## Squeezing a cubic crystal along one axis

Rocksalt BiTe is squeezed or stretched along one cube axis while the other two axes keep their lengths. The strain is the relative change of length along that axis, negative for squeezing. The energy change is counted from the unstrained crystal.

Rocksalt BiTe (a = 6.502 Å, 4-atom cell) strained along c, with a and b held and atoms relaxed within the symmetry. Ansatz 0.2.0, plane-wave PAW, PBE, scalar-relativistic, no spin polarisation; cutoff 420 eV, Gamma-centred 12×12×8 k mesh, Gaussian smearing of 0.1 eV. Energies are extrapolated to zero smearing and relative to the unstrained crystal.

| strain (%) | energy change (meV/atom) | volume change (%) |
| --- | --- | --- |
| -4.5 | 27.7 | -4.50 |
| -3.0 | 11.6 | -3.00 |
| -1.5 | 2.8 | -1.50 |
| 1.5 | 2.7 | 1.50 |
| 3.0 | 10.1 | 3.00 |
| 4.5 | 21.1 | 4.50 |

**1. If the strain is tripled, does the energy triple?**

No, it grows almost ninefold. Averaged over squeezing and stretching, it rises from about 2.8 meV/atom at 1.5 % to 24.4 meV/atom at 4.5 %. This is nearly the square law of a spring.

A scaffold of springs that meet at right angles is a useful simpler system. Each atom has six neighbours along the cube axes, and a small strain along one axis changes the length of the springs on that axis only. The scaffold stands for nearest-neighbour forces alone, and question 4 shows what it leaves out.

**2. Can the energy at 4.5 % be estimated from the rows at 1.5 %?**

Yes, with the stresses of those two rows. The stress along the strained axis is 1.76 GPa in compression at −1.5 % and 1.59 GPa in tension at +1.5 %. Their mean divided by the strain gives the elastic constant $C_{11}$, the stiffness along a cube axis with the sides held:

$$C_{11}\approx\frac{(1.76+1.59)/2}{0.015}\ \text{GPa}\approx 112\ \text{GPa}.$$

The energy per atom is that of a spring, with $x$ the strain as a fraction and $V_0$ = 34.4 Å³ the volume per atom. Since 1 eV/Å³ is 160.2 GPa,

$$E=\tfrac12 C_{11}x^2V_0\approx\tfrac12\cdot112\cdot0.045^2\cdot\frac{34.4}{160.2}\ \text{eV}\approx 24\ \text{meV}.$$

The rows at 4.5 % played no part in this estimate. It lies about 12 % below the computed energy for squeezing and 15 % above that for stretching. For another cubic crystal strained in the same way, only $C_{11}$ and $V_0$ need replacing.

**3. Why does squeezing cost more than stretching?**

At 4.5 % squeezing costs 27.7 meV/atom and stretching 21.1, a ratio of 1.3. The stresses show the same thing as a changing stiffness. Between −4.5 and −3 % the crystal resists with about 158 GPa, between 3 and 4.5 % with only about 61 GPa.

A likely explanation lies in the shape of a bond's energy curve. When the Bi–Te distance shrinks, the electron shells overlap more and their repulsion climbs steeply. When it grows, the repulsion fades, and the bonding that pulls the atoms back weakens too. The calculation gives only the sum of these contributions, so the table shows the lopsided curve, while its division into repulsion and bonding is argued from theory.

The simplest lopsided spring has a cubic term added to the square law. Fitted to all six energies, it matches each of them to about 0.2 meV/atom. Its slope should then give the stress, which the fit did not use. At +4.5 % it predicts a tension of 4.05 GPa where the calculation has 3.78, about 7 % too much. Part of this miss arises because the fitted energies are extrapolated to zero smearing, while the stresses belong to the free energy with smearing (question 6). The rest suggests that the crystal softens under strong stretching somewhat faster than one cubic term allows.

**4. The volume change equals the strain in every row. Is the energy simply the price of changing the volume?**

No, more than half of it pays for the change of shape. The scaffold shows why. Squeezing one axis by $x$ costs an energy proportional to $x^2$. Spreading the same loss of volume evenly means $x/3$ on each of three axes, which costs $3(x/3)^2=x^2/3$, a third as much.

In the real crystal the axes are not quite independent. Squeezing by 1.5 % also makes the held sides push outwards with 0.22 GPa, about an eighth of the axial stress. The scaffold has no such side stress, so it must come from forces that the scaffold omits, such as those between more distant atoms.

This coupling is measured by a second elastic constant, $C_{12}$, here about 14 GPa. The stiffness against an even squeeze, the bulk modulus, is $(C_{11}+2C_{12})/3\approx 47$ GPa. Divided by $C_{11}$, it gives the share of the energy that belongs to the volume at small strain: 42 %, somewhat above the scaffold's third.

**5. What would change if the sides were free to move?**

Very little. For small strains the two constants give a Poisson ratio $C_{12}/(C_{11}+C_{12})$ of 0.11, so a squeeze of 1 % would make the sides bulge by about 0.1 %. The energy would fall by only about 3 %, because the saving grows with the square of the weak coupling.

These are estimates from elastic theory, since every row has its sides held. They mean that the stiffness along a cube axis hardly depends on how the sides are clamped. At a strain of 4.5 % it matters far more whether the crystal is squeezed or stretched.

**6. Which digits can be trusted?**

Differences of several meV/atom stand well above the inconsistencies that can be seen at these settings, but the tenths do not. The crystal is a metal, and its electron occupations were smeared to make the sums over states converge. The table lists energies extrapolated back to zero smearing. At +4.5 % the free energy with smearing is 20.7 meV/atom instead of 21.1, and adding up the stresses along the path also gives 20.7.

The rows at ±1.5 % differ by only 0.1 meV/atom. The starting crystal carried a small leftover tension, which makes squeezing slightly cheaper and stretching slightly dearer. This hides about another 0.1 meV/atom of the difference. The lopsidedness should therefore be read from the larger strains. How far a denser k mesh or a higher cutoff would move the values was not tested. PBE also tends to make bonds between heavy atoms slightly too long and too soft. From that error alone, all six energies are expected to be somewhat too low.

**7. Would a sample of BiTe behave like this?**

Not an ordinary one, because BiTe normally forms a layered crystal and not the rocksalt structure. Even for rocksalt BiTe two settings could matter. Spin–orbit coupling, which is strong in the 6p electrons of bismuth, is absent, and these rows cannot tell how much it would change the stiffness.

The second setting is symmetry. Each atom sits at a site where the forces from opposite sides cancel exactly, so relaxing the atoms moves none of them. If the crystal could gain energy by making some Bi–Te bonds short and others long, this calculation would not find it. A test would start from slightly displaced atoms and repeat the unstrained crystal as well as the strains at −4.5 and +4.5 %.

The printed output after this text gives the fits and the stresses row by row.

Printed output of the fit:

```
fit of energy_change on 6 rows: coefficient of q2 112.4 +/- 6.3; rms 1.95, worst 4.5 3.31, leave-one-out rms 3.28
fit of energy_change on 6 rows: coefficient of q2 112.4 +/- 0.49, coefficient of q3 -993.2 +/- 34; rms 0.134, worst 3.0 -0.212, leave-one-out rms 0.326
Model and outputs (energies meV/atom, stresses GPa, compression positive):
   row  axial_bond_A  quadratic  cubic  free_energy  axial_stress  stress_from_cubic  side_stress
  -4.5         3.105      24.41  27.64        27.63          6.18              6.063       0.8742
  -3.0         3.153      10.85  11.81        11.62         3.815              3.818       0.5205
  -1.5         3.202      2.712  2.832        2.778         1.759              1.797       0.2243
   1.5           3.3      2.712  2.592        2.633        -1.588             -1.574      -0.1974
   3.0         3.349      10.85  9.888        9.891        -2.864             -2.924      -0.3728
   4.5         3.397      24.41  21.17        20.66        -3.785             -4.051      -0.6176
Energy at -4.5 % over energy at +4.5 %: 1.313
Mean energy at 4.5 % over mean energy at 1.5 % (square law gives 9): 8.873
C11 from the stresses at 1.5 % (GPa): 111.6
C12 from the stresses at 1.5 % (GPa): 14.06
Bulk modulus from C11 and C12 (GPa): 46.57
Share of the small-strain energy due to volume alone (%): 41.73
Poisson ratio with free sides, small strain: 0.1119
Energy saved by freeing the sides, small strain (%): 2.819
Axial stiffness between -4.5 and -3 % (GPa): 157.7
Axial stiffness between 3 and 4.5 % (GPa): 61.41
Integrated stress to -4.5 % (meV/atom): 27.61
Integrated stress to +4.5 % (meV/atom): 20.7
Shift of the difference between -1.5 and +1.5 % by residual stress (meV/atom): 0.117
```
